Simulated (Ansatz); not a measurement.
## Ga2O5: energy above lowest point and pressure against volume per atom

Equation of state of a cubic crystal from periodic Kohn-Sham density functional theory without spin; pressure corrected for the finite basis. The results are calculated, by Ansatz 0.2.0 development build.

Cell of the first row (space group Pn-3m, No. 224):
```
CELL_PARAMETERS angstrom
5.03360 0.00000 0.00000
0.00000 5.03360 0.00000
0.00000 0.00000 5.03360
ATOMIC_POSITIONS crystal
Ga 0.00000 0.00000 0.00000
Ga 0.50000 0.50000 0.00000
Ga 0.50000 0.00000 0.50000
Ga 0.00000 0.50000 0.50000
O 0.50000 0.00000 0.00000
O 0.00000 0.50000 0.00000
O 0.00000 0.00000 0.50000
O 0.50000 0.50000 0.50000
O 0.75000 0.75000 0.25000
O 0.75000 0.25000 0.75000
O 0.25000 0.75000 0.75000
O 0.75000 0.25000 0.25000
O 0.25000 0.75000 0.25000
O 0.25000 0.25000 0.75000
```

Settings of every row: formula Ga2O5; structure type cubic X2O5; functional PBE; spin treatment none; k mesh 21x21x21; occupation method fermi-dirac; occupation width 0.061225619 eV; wave cutoff 420 eV; datasets soft-1 PAW; density cutoff ratio 4.

Limits: a cubic model structure, not a phase known at ambient conditions; no spin polarisation, a magnetic state may lie lower.

```
row  volume per atom (Å³)  energy above lowest point (meV/atom)  pressure (GPa)
  1                  9.11                                 17.87           10.53
  2                 9.304                                  7.56           6.582
  3                 9.497                                     ?               ?
  4                 9.691                                     0          -0.083
  5                 9.885                                  1.82          -2.884
  6                10.079                                  6.85          -5.383
  7                10.273                                 14.74          -7.608
```

Question: what energy above lowest point and pressure should row 3 give?

Worked fit of energy above lowest point. Take u = (V_r/V)^(2/3) − 1 with V_r = 9.788 Å³ an atom, which is twice the finite (Eulerian) strain; such expansions in the strain, on which the Birch-Murnaghan equation of state is built, carry the rest volume and the bulk modulus. The shown rows have u = 0.04902, 0.03439, 0.00666, -0.00655, -0.01934, -0.03173. Least squares give energy above lowest point = 0.487 − 138.81 × u + 9894.3 × u² + 3502 × u³ meV/atom; a parabola predicts inner rows, each left out in turn, worse (root mean square 0.07 against 0.0059 meV/atom). All shown rows lie on it to the printed digit. Its lowest point lies at u = 0.0070, or V = 9.686 Å³ an atom, and the curvature there gives the bulk modulus at fixed shape and fractions, B = (4/9)(1 + u)² E″(u)/V = 149 GPa. The withheld row has u = 0.02032, so the fit gives 0.487 − 138.81 × (0.02032) + 9894.3 × (0.02032)² + 3502 × (0.02032)³ = 1.78 meV/atom.

The calculation gave 1.77 meV/atom. The fit lies 0.01 meV/atom (0.056 % of the column's range) above it, one unit of the last digit.

Worked fit of pressure. Take u = (V_r/V)^(2/3) − 1 with V_r = 9.788 Å³ an atom, which is twice the finite (Eulerian) strain; such expansions in the strain, on which the Birch-Murnaghan equation of state is built, carry the rest volume and the bulk modulus. The shown rows have u = 0.04902, 0.03439, 0.00666, -0.00655, -0.01934, -0.03173. Least squares give pressure = −1.5232 + 212.279 × u + 662.43 × u² + 478.5 × u³ GPa; a parabola predicts inner rows, each left out in turn, worse (root mean square 0.01 against 0.0055 GPa). The rows lie off it by -0.001, 0.002, -0.003, 0.001, 0.001, -0.001. The pressure vanishes at u = 0.0070, or V = 9.686 Å³ an atom, and there the bulk modulus at fixed shape and fractions is B = −V dP/dV = (2/3)(1 + u) dP/du = 149 GPa. The withheld row has u = 0.02032, so the fit gives −1.5232 + 212.279 × (0.02032) + 662.43 × (0.02032)² + 478.5 × (0.02032)³ = 3.068 GPa.

The calculation gave 3.059 GPa. The fit lies 0.009 GPa (0.05 % of the column's range) above it; its largest miss of a shown row is 0.003 GPa.
